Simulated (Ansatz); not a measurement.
# A ladder of methods for SnH2 (SMILES [H][Sn][H])

The species is SnH2 (3 atoms), meant as a singlet with charge 0. SMILES: `[H][Sn][H]`. The shape comes from GFN2-xTB, which is rough for such elements, and wasn't checked as a minimum.

```
atom    x (Å)    y (Å)    z (Å)
  Sn   0.0052  -0.0089  -0.8701
   H   1.2365  -0.0178   0.4428
   H  -1.2416   0.0266   0.4273
```

Quantity: the vertical energy of the triplet above the singlet, in eV. The values are calculated.

```
         level                    kind  program  value (eV)  less FCI/STO-3G  CPU time (all runs)
  SVWN5/STO-3G                     LDA   Ansatz        1.32            +0.35                2.1 s
   BLYP/STO-3G                     GGA   Ansatz        1.45            +0.48                3.1 s
    PBE/STO-3G                     GGA   Ansatz        1.27            +0.30                3.2 s
  BHLYP/STO-3G           global hybrid   Ansatz        1.34            +0.37                3.6 s
   PBE0/STO-3G           global hybrid   Ansatz        1.20            +0.23                3.5 s
  wB97X/STO-3G  range-separated hybrid   Ansatz        1.31            +0.34                 14 s
RPA@PBE/STO-3G                     RPA   Ansatz        1.31            +0.34                  4 s
BCCD(T)/STO-3G   coupled cluster or CI   Ansatz        0.97             0.00                1.2 s
    FCI/STO-3G      exact in the basis   Ansatz        0.97             0.00                1.4 s
```

FCI/STO-3G is exact within its basis and frozen core, so for wave-function methods in that basis the difference is their error; functionals converge differently with the basis, so for them it is only a difference. All-electron rows without a relativistic Hamiltonian named are non-relativistic. Spin-orbit coupling, which can split open shells on such heavy atoms by tenths of an eV, is left out. The values span 0.97 to 1.45 eV. All rows use very small basis sets, so even the best lies far from the true value. In the correlated wave-function rows the outer d shell of Sn is correlated, in sets not made for it. CPU times are rough (shared hosts, several kinds of processor): they show what a rung costs within a factor of a few.

Every level places the singlet below the triplet at this bent geometry, as expected for a heavy carbene analogue. Tin's 5s and 5p orbitals hybridise poorly, so the bonds are made largely from 5p and the lone pair keeps strong 5s character. Reaching the triplet means promoting one of these electrons into the empty out-of-plane 5p orbital, and the exchange energy gained between the two diffuse orbitals doesn't repay that cost.

The agreement of BCCD(T) with FCI suggests that a single reference describes both states adequately, though the few virtual orbitals make this an easy test. Among the functionals, admixing exact exchange lowers the gap from BLYP to BHLYP and from PBE to PBE0, but BLYP and PBE differ by more than either step, so the choice of parent functional matters at least as much. The gap is also an upper bound to the adiabatic one at a given level if the singlet is near its minimum, since the triplet would relax towards a wider angle.
